## Binding of a transition metal from its d band

The width of a transition metal's d band can be worked out by hand, from one atomic radius and the volume per atom, to about 15 % or better in the four metals where it can be compared. The binding energy built on that width is much rougher. With copper as the only reference, it misses the other four metals of the table by 1.5 eV per atom (root mean square), and nickel by far more than that. The failure is instructive, because nickel's band width comes out right and the fault must therefore lie in the step from width to energy.

Ansatz 0.2.0, all-electron LAPW, LDA, scalar-relativistic: face-centred cubic transition metals (Fm-3m, one atom per cell) in fixed cells, only Ni spin-polarised. Basis error 0.25 to 1 meV/atom, k meshes of 14 to 18 points per axis, Fermi-Dirac smearing 0.03 to 0.08 eV. Free atoms are spherical and spin-unpolarised; pressure is positive in compression.

```tsv
element	Z	group	period	cell	volume (Å³/atom)	shortest distance from M (Å)	energy less free atoms (eV/atom)	pressure (GPa)	cell moment (muB)
Ti	22	4	4	Materials Project cell	17.35	2.91	-7.42	-8.5	0.00
Ni	28	10	4	relaxed with PAW	10.90	2.49	-8.24	-17.1	0.61
Cu	29	11	4	Materials Project cell	11.45	2.53	-4.74	-8.6	0.00
Rh	45	9	5	Materials Project cell	13.78	2.69	-8.71	-11.8	0.00
Ta	73	5	6	measured cell (COD)	18.79	2.98	-10.48	-10.7	0.00
```

The quantity to estimate is the energy less free atoms, which is more negative the more strongly the metal is bound. It is not the heat needed to turn the metal into vapour. The free atoms behind it are spherical and have equal numbers of up and down spins, whereas most real transition-metal atoms lower their energy by aligning spins. The tabulated binding is therefore too strong by an amount that differs from atom to atom.

### Why a half-filled d band binds best

Two hydrogen atoms show the principle. Their orbitals combine into a bonding level and an antibonding level, and two electrons in the lower one hold H₂ together. In a pair of helium atoms four electrons fill both levels, and the bond is lost. In a metal the d orbitals of very many atoms spread into a band whose lower half is bonding and whose upper half is antibonding, so the d shell binds most when it is half full and hardly at all when it is full.

The analogy has two bounds. In the molecule both bonding electrons gain the same energy, while in a band each further electron enters a higher level and gains less than the one before. A metal also has s and p electrons, which go on binding when the d shell is full. Copper shows this: its d band ends 1.6 eV below the highest filled levels, yet the metal is still bound by 4.74 eV per atom, though the mixing of s and d levels has a share in this.

The binding thus depends on two things, how wide the d band is and how far it is filled. The filling follows from the group number. The width needs a short argument.

### Step one: the width

A d orbital is compact, and neighbouring atoms touch only its tails. The coupling between two such shells falls off as the fifth power of the distance, so the width depends strongly on how large the d shell is compared with the room that the atom has. Let r_d be the d radius of the element and r₀ the radius of a sphere with the volume V per atom. An energy with this fifth power must have the form

W ≈ 6.8 (ħ²/m) r_d³/r₀⁵ ≈ 52 r_d³/r₀⁵  (W in eV, radii in Å), with r₀ = (3V/4π)^(1/3).

The prefactor and the radii are rough recalled values. In Å, r_d is 1.1 for Ti, 0.71 for Ni, 0.67 for Cu, 0.99 for Rh and 1.3 for Ta.

The computed bands of Ti, Ni, Cu and Rh allow a comparison, if the width is measured from the bottom of the second valence band to the top of the fifth. This measure leaves out the lowest valence band, in which s and d levels mix, and including its d levels would make the bands somewhat wider. For Ni, Cu and Rh the estimate agrees within 6 %, and for Ti it is 15 % too wide. An error of only 0.05 Å in the radius of Ti would change its width by about as much, since the radius enters as a cube. The d radii were themselves derived from band theory, so the agreement shows that the rule is consistent with these calculations but is no independent proof of it.

### Step two: from width to energy

Take a band of width W whose levels are evenly spread, with room for ten electrons per atom. When N electrons fill it from the bottom, their average energy lies W(10 − N)/20 below the middle of the band. All N together gain W N(10 − N)/20. This is largest at N = 5 and zero for an empty or a full band.

Not all of this gain survives, because atoms that come closer also repel each other. The repulsion arises from overlap combined with coupling, and both grow as the atoms approach, so it is reasonable to let it rise as the square of the width. The energy then has the form −aW + bW². At its minimum the repulsion has used up exactly half of the gain. The rule assumes that the metal sits at this minimum, although the s and p electrons also help to set its volume.

For the s and p electrons the simplest choice is to give every metal the binding of copper, where the d term vanishes. One electron per atom is counted as s or p, so N is the group number less one. The rule becomes

E ≈ −4.74 eV − W N(10 − N)/40.

Copper supplies the constant and is no test. The halving and the common s and p part are theoretical simplifications, and only the other four rows can show how well they serve together.

### Rhodium, worked in full

Rhodium has a volume of 13.78 Å³ per atom and stands in group 9, so N = 8. Its energy played no part in setting the constants.

- Sphere radius: r₀ = (3 × 13.78/4π)^(1/3) = 1.49 Å.
- Band width: W = 52 × 0.99³/1.49⁵ = 6.9 eV.
- Surviving d binding: 6.9 × 8 × 2/40 = 2.8 eV.
- Energy: −4.74 − 2.8 = −7.5 eV per atom.

The calculation gave −8.71 eV, so the estimate is too shallow by 1.2 eV. The width is hardly to blame, for by the measure above it agrees with the computed bands within 1 %. The rule does give rhodium a much stronger binding than copper, and it offers a reason: two holes in a wide d band leave antibonding levels empty. The missing 1.2 eV may lie in the share of the gain that survives or in the s and p part taken from copper, and this row alone cannot tell which.

### Nickel, where the rule breaks

Nickel has a smaller d shell and one more d electron. The same steps give a width of 3.8 eV, close to the 3.9 eV of the computed bands (a mean over both spins). The d binding is then only 3.8 × 9 × 1/40 ≈ 0.9 eV, and the estimate is −5.6 eV. The calculation gave −8.24 eV. More than 2.5 eV of binding is unaccounted for, although the width is right.

Could the d term be at fault in some other way? Suppose that there were no repulsion at all, so that the full band gain survived. Nickel would still come out 1.8 eV too shallow. Moving half an electron per atom out of the d band as well still leaves a gap of 1.1 eV. The calculation in fact points the other way. Its majority-spin d bands end below the Fermi level, so the moment of 0.61 Bohr magnetons suggests only about 0.6 holes in the d shell instead of one, and fewer holes mean less d binding. Even the two generous changes together leave a large part of the miss, so a cause should also be sought outside the d term, in what the rule borrows from copper.

The free atom is the first suspect, though not because of its spin. The band gain is counted from d electrons spread evenly over five equal levels and both spins, and the tabulated atoms are spherical and unpolarised in the same way. What may differ is the number of electrons in the d shell. The rule gives nickel nine d electrons and one s electron before and after the metal forms, whereas the textbook atom has eight and two. If the reference atom was filled like that, moving one electron from s to d is expected to release energy in this approximation, and the table would count it as binding. Copper has ten and one in both, so its constant would contain none of it.

The table does not list the filling of the free atoms, so this remains a suspicion. Rhodium warns against relying on it alone: its textbook atom already has eight d electrons and one s electron, as the rule assumes, and yet its estimate is too shallow.

Measured cohesive energies cannot decide the matter. They are roughly 4.4 eV for nickel and 4.9 eV for titanium, which is the order that the rule gives and the table does not. But they count from real atoms with aligned spins, which neither the rule nor the table includes, and the local density approximation also binds metals too strongly.

### How far to trust the estimate

The accuracy has to be judged against simpler guesses. Giving all four metals the energy of copper would miss them by 4.1 eV (root mean square), so the d term removes well over half of that error. Giving them their own average would miss by only 1.1 eV, which is better than the rule's 1.5 eV, but this requires knowing the answers beforehand. The rule thus captures most of the large step from copper to rhodium or tantalum and overshoots the one to titanium, but it gives only about a quarter of the step to nickel. It does not resolve the differences among metals with open shells reliably.

Titanium shows this from the other side, as its estimate is 0.7 eV too deep. More than half of that miss comes from the overestimated width. The rest may again come from the filling of the free atom. The textbook titanium atom has two d and two s electrons, and here moving one from s to d is expected to cost energy, which the rule leaves out. That would make the estimate too deep, as it is, but this too is a guess.

Tantalum looks like the best case, with an estimate within 0.2 eV of the computed −10.48 eV. Such closeness is more than the input can promise: a d radius larger by 0.05 Å would deepen the estimate by about 0.7 eV. The row also describes tantalum in the face-centred cubic structure, without spin–orbit coupling, whereas the real metal is body-centred cubic. Titanium, too, has another structure in reality, a hexagonal one at room temperature. What the rule offers is a plausible reason for the strong binding of tantalum, a large d shell that is nearly half full.

Adjusting the constants does not cure the rule. A least-squares fit to all five rows, with both the constant and the surviving share of the band gain left free, still misses by 1.1 eV. When each row is predicted from the other four, the miss grows to 1.8 eV. Five metals cannot support a finer rule of this form.

The pressure column is a different matter and should not be estimated this way. Its negative values mean that every cell is larger than this level of theory prefers, and the cells come from different sources. With rough recalled stiffnesses, the stretching costs at most about 0.05 eV per atom, so it hardly affects the energies discussed here.

For a neighbouring metal, ask first how far its d shell is from half full and then how large that shell is for the room it has. With nine d electrons the product N(10 − N) is 9, and with eight it is already 16 out of at most 25, so for a given width the d binding grows fastest over the first steps away from a full shell. A step down a group usually widens the band, because r_d³ grows by a larger factor than r₀⁵. An engineer who needs a heat of vaporisation should use these steps to understand the trend and take the value itself from measurement.
